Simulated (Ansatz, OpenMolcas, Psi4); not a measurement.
CH6FNSn (SMILES [CH3][SnH]([NH2])[F]): methods side by side

The species is CH6FNSn (10 atoms), meant as a singlet with charge 0. SMILES: `[CH3][SnH]([NH2])[F]`. The shape is that of a PBE0-D4/def2-TZVP optimisation. This is one conformer, not always the lowest.

```xyz
10

C    -1.0233    1.1869    0.3056
Sn   -0.0126   -0.4241   -0.6328
N     1.5222   -1.0852    0.4658
F    -1.3086   -1.8554   -0.5934
H    -1.1915    0.9354    1.3529
H    -0.4324    2.1007    0.2428
H    -1.9853    1.3425   -0.1813
H     0.4133   -0.3293   -2.2803
H     1.7197   -0.6107    1.3332
H     2.3816   -1.3120   -0.0097
```

Each level gives the HOMO–LUMO gap (eV). The values are calculated.

```csv
level,kind,program,value (eV),CPU time
"HF/def2-SVP (density fitting, core potential)",Hartree–Fock,Psi4,14.35,1.8 s
PBE/def2-SVP (core potential),GGA,Ansatz,5.12,8.6 s
M06-2X/def2-SVP (core potential),hybrid meta-GGA,OpenMolcas,9.90,74 s
CAM-B3LYP/def2-SVP (core potential),range-separated hybrid,Ansatz,9.97,12 s
HSE06/def2-SVP (core potential),range-separated hybrid,Ansatz,6.80,11 s
wB97X/def2-SVP (core potential),range-separated hybrid,Ansatz,12.18,37 s
B2PLYP/def2-SVP (core potential),double hybrid,OpenMolcas,10.06,45 s
PBE-QIDH/def2-SVP (core potential),double hybrid,Ansatz,11.77,15 s
```

The values span 5.12 to 14.35 eV. Orbital gaps aren't excitation energies, and those of double hybrids come from the SCF part alone; they tend to grow with the share of exact exchange. Times are those of the runs behind each value, whatever else they computed, on shared processors of several kinds: orders of magnitude only.

The gap nearly triples from PBE (5.12 eV) to Hartree–Fock (14.35 eV), a spread that reflects what the orbital energies mean more than any uncertainty about the molecule's bonding. With a semilocal potential, occupied and empty levels feel nearly the same field, and the gap lacks the derivative discontinuity. Nonlocal exchange lowers the occupied levels and leaves the empty ones closer to electron-attachment levels, moving the gap towards the fundamental one. Range matters as well as amount: HSE06 screens exchange at long distance and stays low at 6.80 eV, while wB97X, with full exchange there, reaches 12.18 eV. The near agreement of M06-2X, CAM-B3LYP and B2PLYP therefore probably reflects comparable effective exchange, not convergence to a physical value.

Chemically, the HOMO is probably largely the nitrogen lone pair and the LUMO a tin-centred σ* orbital, polarised towards tin by its electronegative neighbours. Since the basis has no diffuse functions, the larger gaps may partly reflect an artificially confined empty level.
